\noindent\textbf{Student:} For the $3\sigma_g\to k\sigma_u$ shape resonance of N$_2$ you solve for a self-consistent field at every frequency. Why does a golden-rule formula survive the kernel?

\noindent\textbf{Lecturer:} Use atomic units and real orbitals. With $\delta n=\chi_0v$, $v=z+f_{Hxc}\delta n$ and $\alpha=-\langle z|\delta n\rangle$, substitute $z=v-f_{Hxc}\delta n$:
\begin{equation}
\alpha=-\langle v|\chi_0|v\rangle+\langle\delta n|f_{Hxc}|\delta n\rangle .
\end{equation}
A real symmetric kernel makes the last term real. Write $\chi_0=X-i\pi Y$ with $X,Y$ real symmetric. Away from Kohn--Sham lines $Y$ holds only continuum transitions, so
\begin{equation}
\sigma=\frac{4\pi\omega}{c}\,\mathrm{Im}\,\alpha=\frac{4\pi^2\omega}{c}\sum_{i,\beta}n_i\,|\langle\psi_{E\beta}|v|\phi_i\rangle|^2,\qquad E=\varepsilon_i+\omega>0,
\end{equation}
with occupations $n_i$, energy-normalised states, channels $\beta$ and one polarisation. This is the form of Zangwill and Soven (1980). For a local Kohn--Sham potential $\alpha\to-N/\omega^2$ at large $\omega$, the kernel entering at $\omega^{-4}$, and Kramers--Kronig gives $\int\sigma\,d\omega=2\pi^2N/c$, lines included.

\noindent\textbf{Student:} One diagonalisation or one propagation gives all frequencies. Your route looks wasteful.

\noindent\textbf{Lecturer:} Test it on a solvable model. Take $\alpha_0=N/(\omega_0^2-\omega^2-i\gamma\omega)$ and $f_{Hxc}=\lambda zz'$. Then $v=z/(1+q)$, $q=\lambda\alpha_0$, and exactly
\begin{equation}
\alpha=\frac{\alpha_0}{1+q}=\frac{N}{\Omega^2-\omega^2-i\gamma\omega},\qquad\Omega^2=\omega_0^2+\lambda N .
\end{equation}
Assumed inputs: $N=2$, $\lambda N=0.11$, $\Omega=1.1$ (29.9 eV) and $\gamma=0.2$ (5.4 eV), the last two chosen to mimic the typical position and width. Then $\omega_0$ is 28.5 eV. The peak at $\Omega$ is $4\pi N/(c\gamma)=25.7$ Mb along the axis, 8.6 Mb after the orientational factor $1/3$, and the area is 219.5 Mb\,eV for any $\lambda$. These numbers are the model's: it has no threshold and no perpendicular channel. Let $\delta$ be the relative deviation of $\sigma(\Omega)$.

\noindent\textbf{Student:} And the cost unit?

\noindent\textbf{Lecturer:} Assume $n_r=50$ radial points at spacing $h=0.2$ bohr, $L=20$ coupled partial waves and one orbital. The Hamiltonian is block tridiagonal. A pass, meaning one solve with stored factors or one multiplication, costs about $n_rL^2$ operations, and a factorisation $n_rL^3$, or $L$ passes. Prefactors of order one are dropped, and the shared grid is treated as exact.

Route A factorises the Sternheimer equations at $\varepsilon_i\pm\omega$, with outgoing waves imposed at the edge, and makes $m$ rounds of solves, the last yielding the matrix elements. Work is $2(L+m)$ per frequency and memory $2n_rL^2$ numbers. The field is a geometric series, $v_m=v\,[1-(-q)^m]$, so
\begin{equation}
|\delta_A|=\left||1-(-q)^m|^2-1\right|\le2|q|^m+|q|^{2m}.
\end{equation}
At the peak $q=-0.2+0.4i$ and $|q|=0.447$.

\noindent\textbf{Student:} The bare field, $m=1$, gives $-20\%$ and $m=2$ gives $+28\%$. That is worse.

\noindent\textbf{Lecturer:} The phase of $q$ rotates, so I tabulate the bound. Plain iteration needs $|q|<1$, and here $|q|\le0.527$ at all frequencies. Otherwise use a Krylov solver, which finishes this rank-one model at once, so my $m$ are cautious for it.

Route B diagonalises the Casida matrix $\omega_p^2\delta_{pp'}+\lambda\sqrt{f_pf_{p'}}$ of pseudostates with strengths $f_p$ in a box of radius $R$, and evaluates $\mathrm{Im}\,\alpha(\omega+i\eta)$. The level spacing is $\Delta=\pi k/R$, with an assumed photoelectron momentum $k=1$ bohr$^{-1}$. Broadening lowers the peak by $2\eta/\gamma$ to first order. Poisson summation over the comb adds about $2i\,\mathrm{Im}\,\alpha_0\,e^{2\pi i(\omega+i\eta)/\Delta}$ to $\alpha_0$. This is divided by $(1+q)^2$ in $\alpha$, and $\mathrm{Im}\,\alpha=\mathrm{Im}\,\alpha_0/|1+q|^2$, so the relative ripple is $2e^{-2\pi\eta/\Delta}$. Minimising the sum over $\eta$ gives $2\pi\eta/\Delta=\ln(2\pi\gamma/\Delta)$ and
\begin{equation}
|\delta_B|\approx\frac{k}{\gamma R}\left[1+\ln\frac{2\gamma R}{k}\right].
\end{equation}
The matrix has dimension $P=LR/h$, so work is $P^3/(n_rL^2)$ passes and memory $P^2$. Work grows as $\delta^{-3}$ up to logarithms.

\noindent\textbf{Student:} Fine, but propagation needs no broadening if the edge absorbs.

\noindent\textbf{Lecturer:} True. In route C a unit kick gives the dipole $d(t)=Ne^{-\gamma t/2}\sin(\omega_1t)/\omega_1$ with $\omega_1^2=\Omega^2-\gamma^2/4$. Stopping at $T$ omits $\int_T^\infty d(t)\sin\Omega t\,dt$. Split the product into two cosines, bound each integral, and divide by $N/(\gamma\Omega)$:
\begin{equation}
|\delta_C|\le\frac{\gamma\Omega}{2\omega_1}\sum_\pm\frac{e^{-\gamma T/2}}{\sqrt{\gamma^2/4+(\Omega\pm\omega_1)^2}}=1.049\,e^{-\gamma T/2}.
\end{equation}
Assume a perfect absorber that doubles the box, and linearised Crank--Nicolson steps $\tau=0.05$ at four passes each. Work is $2(L+4T/\tau)$ for all frequencies and memory $2n_rL^2$. The step distorts the frequency axis by $(\Omega\tau)^2/12=2.5\times10^{-4}$, a quarter of my tightest target.

\begin{center}
\begin{tabular}{lccc}
\hline
target $|\delta|$ & 10\% & 1\% & 0.1\%\\
\hline
A: $m$ & 4 & 7 & 10\\
A: passes per frequency & 48 & 54 & 60\\
B: $R$ (bohr) & $2.9\times10^2$ & $4.2\times10^3$ & $5.5\times10^4$\\
B: passes & $1.2\times10^9$ & $3.7\times10^{12}$ & $8.3\times10^{15}$\\
B: memory & $8.2\times10^8$ & $1.8\times10^{11}$ & $3.0\times10^{13}$\\
C: $T$ (a.u.) & 23.5 & 46.5 & 69.6\\
C: passes & $3.8\times10^3$ & $7.5\times10^3$ & $1.1\times10^4$\\
A and C: memory & $4\times10^4$ & $4\times10^4$ & $4\times10^4$\\
break-even $N_\omega$, C over A & $0.8\times10^2$ & $1.4\times10^2$ & $1.9\times10^2$\\
\hline
\end{tabular}
\end{center}

\noindent\textbf{Student:} So propagation wins beyond one or two hundred frequencies.

\noindent\textbf{Lecturer:} Roughly, since the dropped prefactors blur the break-even. Both works grow as $\ln(1/\delta)$, but a decade costs A about three rounds and C 460 steps. For 20 frequencies across this smooth resonance A needs 960, 1080 and 1200 passes and is cheapest at all three targets. The largest $|q|$ only raises $m$ from 10 to 12 at 0.1\%. For 400 frequencies A needs at least $1.9\times10^4$ passes, and C is cheaper at every target by a factor above two.

\noindent\textbf{Student:} Then I ask for 400 points and propagate.

\noindent\textbf{Lecturer:} Only if they span a wide window, as for the sum rule. If narrow autoionising lines of width $\Gamma$ demand them, $T$ grows as $1/\Gamma$ too. Also, the dipole signal yields only the total $\sigma$, while A gives the $3\sigma_g$ term separately.

\noindent\textbf{Student:} You handicapped B with a Lorentzian.

\noindent\textbf{Lecturer:} The verdict covers Lorentzian broadening of one comb only. Moment-based smoothing of pseudostates isn't tested here.

\noindent\textbf{Student:} And with a fixed budget?

\noindent\textbf{Lecturer:} With $10^3$ passes for 20 frequencies, A affords $m=5$ and $|\delta|\le3.6\%$, while C reaches $T=6$ and guarantees only 58\%, so take A. With $10^4$ passes for 400 frequencies, A has 25 each, short of the 42 that $m=1$ needs. C reaches $T=62$ and 0.2\%, so take C. B at that budget fits $R=5.8$ bohr, less than the 10 bohr inner region.